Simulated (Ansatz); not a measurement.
# ZnS: the change of RPA correlation with volume per atom

Results calculated with Ansatz 0.2.0-dev trial, not measured. RPA correlation energy a cell on Kohn-Sham orbitals, extrapolated from a short ladder of response cutoffs, so that it still moves with the top cutoff, by eV on d, semicore and core shells, all electrons in the bands correlated, with its value at the highest cutoff run.

Cell of the first row (space group F-43m, No. 216):
```
cell vectors (Å)
   0.0000     2.6304     2.6304
   2.6304     0.0000     2.6304
   2.6304     2.6304     0.0000
atoms (fractions of the cell vectors)
Zn  0.00000  0.00000  0.00000
S   0.25000  0.25000  0.25000
```

Settings of every row: orbitals functional PBE; datasets hard_paw; wave cutoff 700 eV; k mesh 4x4x4; correlated electrons 26; response cutoff 280 eV; long wavelength term neglected.

Limits: coarse mesh, values belong to these settings and can lie far from the converged crystal; semicore, core, d or f shells correlated, value can fall a third or half short of the basis limit.

| row | volume per atom (Å³) | RPA correlation (eV) | correlation at top cutoff (eV) |
| --- | --- | --- | --- |
| 1 | 18.199 | -32.4822 | -28.396 |
| 2 | 18.99 | -32.4029 | -28.2786 |
| 3 | 19.782 | ? | ? |
| 4 | 20.573 | -32.2356 | -28.1043 |
| 5 | 21.364 | -32.1631 | -28.0584 |

Question: what RPA correlation should row 3 give?

Worked fit of RPA correlation. Take t = volume per atom − 20, in Å³. The shown rows have t = -1.801, -1.01, 0.573, 1.364. Their means are -0.2185 and -32.321 eV; the sums about the means are S_tt = 6.262 and S_ty = 0.6374, whose ratio is the slope. Least squares give RPA correlation = −32.29871 + 0.101795 × t eV. The rows lie off it by -0.0002, -0.0014, 0.0048, -0.0032 (root mean square 0.003 eV). The withheld row has t = -0.218, so the fit gives −32.29871 + 0.101795 × (-0.218) = -32.3209 eV.

The calculation gave -32.3054 eV. The fit lies 0.0155 eV (4.9 % of the column's range) below it; its largest miss of a shown row is 0.0048 eV.

The other values of row 3: correlation at top cutoff -28.1681 eV.
